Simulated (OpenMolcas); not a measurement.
# A ladder of methods for CHFGaN (SMILES N#[C][GaH][F])

CHFGaN has 5 atoms, charge 0, and is taken as a singlet. SMILES: `N#[C][GaH][F]`. The shape is that of a PBE0-D4/def2-TZVP optimisation.

Quantity: the HOMO–LUMO gap, in eV. The values are calculated.

```tsv
level	kind	program	value (eV)	CPU time
HF/cc-pVDZ	Hartree–Fock	OpenMolcas	13.63	10 s
SVWN5/cc-pVDZ	LDA	OpenMolcas	4.90	26 s
revPBE/cc-pVDZ	GGA	OpenMolcas	5.09	36 s
M06-L/cc-pVDZ	meta-GGA	OpenMolcas	5.65	51 s
r2SCAN/cc-pVDZ	meta-GGA	OpenMolcas	5.69	47 s
B3LYP/cc-pVDZ	global hybrid	OpenMolcas	6.98	35 s
BHLYP/cc-pVDZ	global hybrid	OpenMolcas	9.55	32 s
PBE0/cc-pVDZ	global hybrid	OpenMolcas	7.54	31 s
```

All-electron rows without a relativistic Hamiltonian named are non-relativistic. The values span 4.90 to 13.63 eV. Orbital gaps aren't excitation energies; they tend to grow with the share of exact exchange. CPU times are rough (shared hosts, several kinds of processor): they show what a rung costs within a factor of a few.

The four semilocal functionals lie close together, from 4.90 to 5.69 eV, whereas the three hybrids alone spread from 6.98 to 9.55 eV and Hartree–Fock stands well above them all. The treatment of exchange therefore matters far more here than the choice among semilocal forms, probably because a nonlocal exchange operator lowers the occupied levels while leaving the empty ones to feel the repulsion of all the electrons, as an added electron would.

In chemical terms, three-coordinate gallium(III) has a formally vacant 4p orbital, which makes it a Lewis acid. The LUMO probably has much of this character, mixed with cyanide π*, while the HOMO is more likely to sit on the cyanide group or in the Ga–H and Ga–C bonds than on the strongly electronegative fluorine. A sizeable gap at every level fits a closed-shell molecule without low-lying frontier states. Without an ionisation energy and electron affinity for comparison, the series can't show which value lies closest to the fundamental gap.
